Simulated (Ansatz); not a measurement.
# From the elastic tensor of BN at -0.5 GPa (stress–strain coefficients) to moduli and sound speeds

The calculation used Ansatz, DFT LDA, scalar-relativistic, plane waves, PAW. Settings: 420 eV plane-wave cutoff, Γ-centred 8×8×8 mesh, fixed occupations. No spin polarisation.

It takes space group F-43m (No. 216, cubic). Conventional cell: a = 3.582 Å, b = 3.582 Å, c = 3.582 Å, α = 90.00°, β = 90.00°, γ = 90.00°. B (site symmetry -43m) has 4 N at 1.55 Å as nearest neighbours. N (site symmetry -43m) is surrounded by 4 B at 1.55 Å.

The cell is the ideal cubic zincblende prototype.

Relaxed-ion constants (GPa, on the Cartesian axes of the calculation):
```
819.5 188.8 188.8   0.0   0.0   0.0
188.8 819.5 188.8   0.0   0.0   0.0
188.8 188.8 819.5   0.0   0.0   0.0
  0.0   0.0   0.0 471.9   0.0   0.0
  0.0   0.0   0.0   0.0 471.9   0.0
  0.0   0.0   0.0   0.0   0.0 471.9
```

Density 3.587 g/cm³; 2 atoms in 11.49 Å³.

The values that follow are for a polycrystal of randomly turned grains, by Hill's mean where one number stands.

- Bulk modulus, Voigt / Reuss / Hill: 399.0 / 399.0 / 399.0 GPa
- Shear modulus, Voigt / Reuss / Hill: 409.3 / 393.7 / 401.5 GPa
- Young's modulus: 902 GPa
- Poisson ratio: 0.123
- Pugh ratio B/G: 0.99
- Universal anisotropy index: 0.20
- Longitudinal and transverse sound speeds: 16141 and 10580 m/s
- Debye temperature from the mean sound speed: 1927 K

Cost: 1 run of about 0.24 core-minutes, on Oxide Virtual Turin-like Processor (Zen 5) (shared hosts).

Cubic BN comes out as an extremely stiff solid that resists shear as strongly as compression, with a shear modulus of 401.5 GPa against a bulk modulus of 399.0 GPa. The cause is the network of short, strongly directional sp3 bonds: shear has to bend bond angles, which costs far more energy than in a metal or a mainly ionic crystal. C44 lying well above C12, a strongly negative Cauchy pressure, fits this picture, and the polarity of the B–N bond does not remove the angular rigidity. Combined with the light atoms, this stiffness gives the very high sound speeds and Debye temperature.

The crystal is not elastically isotropic. C44 exceeds half the difference between C11 and C12, so Young's modulus is largest along the ⟨111⟩ bond directions and smallest along the cube axes. The lattice parameter is slightly shorter than the measured one, as expected from LDA overbinding. The tensor is positive definite, which supports stability against small homogeneous strains but does not settle the energetic order relative to hexagonal BN.
